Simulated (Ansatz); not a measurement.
## SrC2: the change of energy above lowest point with volume scale

Results calculated with Ansatz 0.2.0, not measured. Free energy against uniform scaling of the volume at fixed shape and fractions; periodic cell, basis, potentials, k mesh and filling as listed.

The cell before it is scaled or strained (space group I4/mmm, No. 139):
```
CELL_PARAMETERS angstrom
-2.05720 2.05720 3.38300
2.05720 -2.05720 3.38300
2.05720 2.05720 -3.38300
ATOMIC_POSITIONS crystal
Sr 0.00000 0.00000 0.00000
C 0.41200 0.41200 0.00000
C 0.58800 0.58800 0.00000
```

Settings of every row: functional PBEsol; dispersion none; potentials all-electron LAPW; k mesh 6x6x6; k shift 0x0x0; occupations fixed; smearing width 0 eV; spin none.

Limits: minimum outside the range.

```csv
row,volume scale,V (Å³/atom),energy above lowest point (meV/atom)
1,0.94,17.944,75
2,0.97,18.517,40.6
3,1,19.089,17.5
4,1.03,19.662,?
5,1.06,20.235,0
```

Question: what energy above lowest point should row 4 give?

Worked fit of energy above lowest point. Take u = (V_r/V)^(2/3) − 1 with V_r = 18.803 Å³ an atom, which is twice the finite (Eulerian) strain; such expansions in the strain, on which the Birch-Murnaghan equation of state is built, carry the rest volume and the bulk modulus. The shown rows have u = 0.03166, 0.01027, -0.01001, -0.04775. Least squares give energy above lowest point = 27.71 + 1130 × u + 11507 × u² meV/atom; a straight line predicts inner rows, each left out in turn, worse (root mean square 11 against 0.14 meV/atom). The rows lie off it by 0.0, 0.1, -0.1, 0.0. The withheld row has u = -0.02934, so the fit gives 27.71 + 1130 × (-0.02934) + 11507 × (-0.02934)² = 4.5 meV/atom.

The calculation gave 4.5 meV/atom. The fit meets it to the printed digit.
